A small stretch should change the gap of a semiconductor in proportion to the strain, so that one calculated step fixes the slope for the rest. An error common to all the calculations should also drop out when two gaps are subtracted. For a single layer of WS₂ both expectations fail, and for the same reason: the gap is the smallest of several energy differences, and the smallest one changes its identity.

Band gaps of a strained 2H monolayer of WS₂ (unstrained lattice constant 3.180 Å), calculated with Ansatz 0.2.0 using r2SCAN, plane-wave PAW, a 500 eV cutoff and a 12×12×1 k mesh, without spin polarisation or spin–orbit coupling. Atoms are relaxed at each strain. Strain is the relative change in length, and gap changes are counted from the unstrained layer.

```
strain kind  strain (%)  band gap (eV)  band gap change (eV)  least direct gap change (eV)  gap kind
hydrostatic          -4          2.002                 0.099                         0.658  indirect
hydrostatic          -3          2.068                 0.165                         0.476  indirect
hydrostatic          -2          2.129                 0.226                         0.306  indirect
hydrostatic          -1          2.074                 0.171                         0.147    direct
hydrostatic           1          1.636                -0.268                        -0.136  indirect
hydrostatic           2          1.386                -0.517                        -0.259  indirect
hydrostatic           3          1.157                -0.746                        -0.371  indirect
hydrostatic           4          0.944                -0.959                        -0.472  indirect
 uniaxial x          -4          2.083                 0.180                         0.290  indirect
 uniaxial x          -3          2.125                 0.221                         0.216  indirect
 uniaxial x          -2          2.070                 0.167                         0.143    direct
 uniaxial x          -1          1.998                 0.095                         0.071    direct
 uniaxial x           1          1.767                -0.137                        -0.070  indirect
 uniaxial x           2          1.635                -0.268                        -0.139  indirect
 uniaxial x           3          1.509                -0.394                        -0.206  indirect
 uniaxial x           4          1.388                -0.516                        -0.270  indirect
```

The rows called hydrostatic stretch or compress the sheet equally in both in-plane directions and are called biaxial below. In the uniaxial rows only one direction changes. Negative strain means compression. The gap is direct when the highest filled and the lowest empty state have the same crystal momentum, which is what efficient light emission needs. The program warns of a rough exchange–correlation potential in regions of thin density for three rows, biaxial −1 and +2 % and uniaxial +1 %, but their direct gaps fit smoothly between those of their neighbours.

The first sign of trouble is that two columns part company. The least direct gap, found at or near the momentum called K, narrows with every step from compression to tension in both series. The band gap does so only in part: it is largest at 2 % biaxial compression, 2.129 eV, and has fallen to 2.002 eV at 4 %. Where the two gaps separate, the band gap is no longer a property of K alone.

The band edges of the same calculations show what happens. Under tension the highest filled state lies at Γ, the momentum zero, and the lowest empty one at or near K. Under slight compression both edges are at or near K. Under stronger compression the lowest empty state moves to a valley about midway between Γ and K, called Q. These states are built from metal and sulfur orbitals that point in different directions, so a change of bond lengths and angles moves them at different rates.

A straight line cannot follow such a switch. Drawn through the unstrained cell and the biaxial +1 % row, it misses the change at +4 % by only 0.11 eV, which is ordinary curvature. Carried to 4 % compression it predicts a widening of 1.07 eV, while the calculation gives 0.10 eV. The slope belongs to the pair Γ and K, and that pair does not set the gap on the compressed side.

The second failure is harder to see, because it lies in the reference. The unstrained layer comes out indirect, but its direct gap is only 24 meV larger than its band gap. The calculation leaves out spin–orbit coupling, the interaction between an electron's spin and its orbital motion, which is strong in a heavy metal such as tungsten. A label that rests on 24 meV cannot be trusted when an effect several times larger is left out, if that effect moves one of the two competing filled edges and not the other.

Theory says that it does. The highest filled states at K circulate around the metal atom in the plane of the sheet, and the layer has no centre of inversion, so the two spin directions may take different energies. The splitting is roughly 0.4 eV, a recalled size, and it lifts the upper state by half of that. At Γ the filled state has no such circulation, and time reversal keeps its two spins at equal energy, so to first order it stays where it is.

The simplest repair lifts the filled edge at K by the same amount Δ in every row and takes the smaller gap again. Under tension this reads

E = min(E(Γ→K), E(K→K) − Δ), with Δ ≈ 0.2 eV

where E(Γ→K) is the tabulated band gap and E(K→K) the least direct gap. For the unstrained layer the two candidates are 1.903 eV and

1.927 − 0.2 = 1.727 eV

so the reference becomes direct, as a single layer of WS₂ is known to be.

At 1 % biaxial tension the candidates are 1.636 eV and

1.791 − 0.2 = 1.591 eV

The layer is still direct, and its gap has changed by

1.591 − 1.727 = −0.136 eV

The table has −0.268 eV, about twice as much. Subtracting the unstrained gap has not removed the error, because the tabulated change follows Γ→K while the repaired one follows K→K. Anyone who used the tabulated value to read strain from the colour of emitted light would infer about half the true strain, if the estimate holds.

The test for the other tension rows is the difference between direct gap and band gap. It measures how far Γ lies above K among the filled states, exactly in the biaxial rows and nearly so in the uniaxial ones, where the edges drift slightly away from K. Where it is smaller than Δ, the label "indirect" is suspect: this concerns biaxial +1 % and uniaxial +1 and +2 %. The difference reaches 0.2 eV near 1.4 % biaxial or 2.8 % uniaxial tension, which is almost the same gain in area. Uniaxial +3 % lies so close to this limit that its label stays open.

Beyond the limit the layer is indirect with or without the repair, yet the tabulated changes remain too negative. The reference has dropped by about 0.18 eV while the strained gap has stayed put, so the error no longer grows with strain. At 4 % biaxial tension the estimated change is −0.78 eV instead of −0.96 eV. The slope between two such rows is therefore sounder than the change counted from the unstrained layer.

Compression needs a different caution. There the highest filled state is already at or near K, so the lift acts on the reference and the strained layer alike and almost cancels. The empty Q valley, however, is also split by spin–orbit coupling, and the repair leaves this out. Extended from the rows at 3 and 2 % biaxial compression, the gap from K to Q would lie only about 0.12 eV above the direct gap at 1 %. The label "direct" in that row is thus less secure than it looks, and the strain at which Q takes over may shift.

The column for the least direct gap is the safest guide to the response of the direct transition, since it compares states at or near K throughout. A lift that is the same at every strain cancels from it; that the lift really is the same is an assumption of the estimate. In MoS₂, which has the same structure but a lighter metal, the splitting at K is much smaller, so the same omission disturbs labels and gap changes less for a given distance between Γ and K. The output below sets the tabulated and the estimated changes side by side for each row.

Printed output of the fit:

```
Gaps in eV and estimate with K valence edge lifted by 0.2 eV:
          row  strain in %    gap  direct gap  direct less gap  change in table  change estimated
  hydrostatic           -4  2.002       2.585           0.5834            0.099            0.0746
  hydrostatic           -3  2.068       2.403           0.3354            0.165            0.1406
  hydrostatic           -2  2.129       2.233           0.1044            0.226            0.2016
  hydrostatic           -1  2.074       2.074           0.0004            0.171            0.1466
  hydrostatic            1  1.636       1.791           0.1554           -0.268            -0.136
  hydrostatic            2  1.386       1.668           0.2824           -0.517           -0.3414
  hydrostatic            3  1.157       1.556           0.3994           -0.746           -0.5704
  hydrostatic            4  0.944       1.455           0.5114           -0.959           -0.7834
   uniaxial x           -4  2.083       2.217           0.1344             0.18            0.1556
   uniaxial x           -3  2.125       2.143           0.0184            0.221            0.1976
   uniaxial x           -2   2.07        2.07           0.0004            0.167            0.1426
   uniaxial x           -1  1.998       1.998           0.0004            0.095            0.0706
   uniaxial x            1  1.767       1.857           0.0904           -0.137             -0.07
   uniaxial x            2  1.635       1.788           0.1534           -0.268            -0.139
   uniaxial x            3  1.509       1.721           0.2124           -0.394           -0.2184
   uniaxial x            4  1.388       1.657           0.2694           -0.516           -0.3394
Unstrained gap in eV: 1.903
Unstrained direct gap less gap in meV: 24.15
Biaxial tension in % where direct less gap reaches 0.2 eV: 1.351
Uniaxial tension in % where direct less gap reaches 0.2 eV: 2.79
Tension rows labelled indirect that the estimate makes direct: 3
Biaxial +1 % change in table over estimated change: 1.971
Line from biaxial +1 % carried to +4 %, change in eV: -1.072
Line less table at biaxial +4 % in eV: -0.113
Line from biaxial +1 % carried to -4 %, change in eV: 1.072
Line less table at biaxial -4 % in eV: 0.973
Part of the biaxial +4 % change not in the direct gap in eV: -0.487
K to Q gap carried from biaxial -3 and -2 % to -1 % less gap there in eV: 0.116
Equal area, uniaxial +4 % gap less biaxial +2 % gap in meV: 2
Equal area, uniaxial -4 % gap less biaxial -2 % gap in meV: -46
```
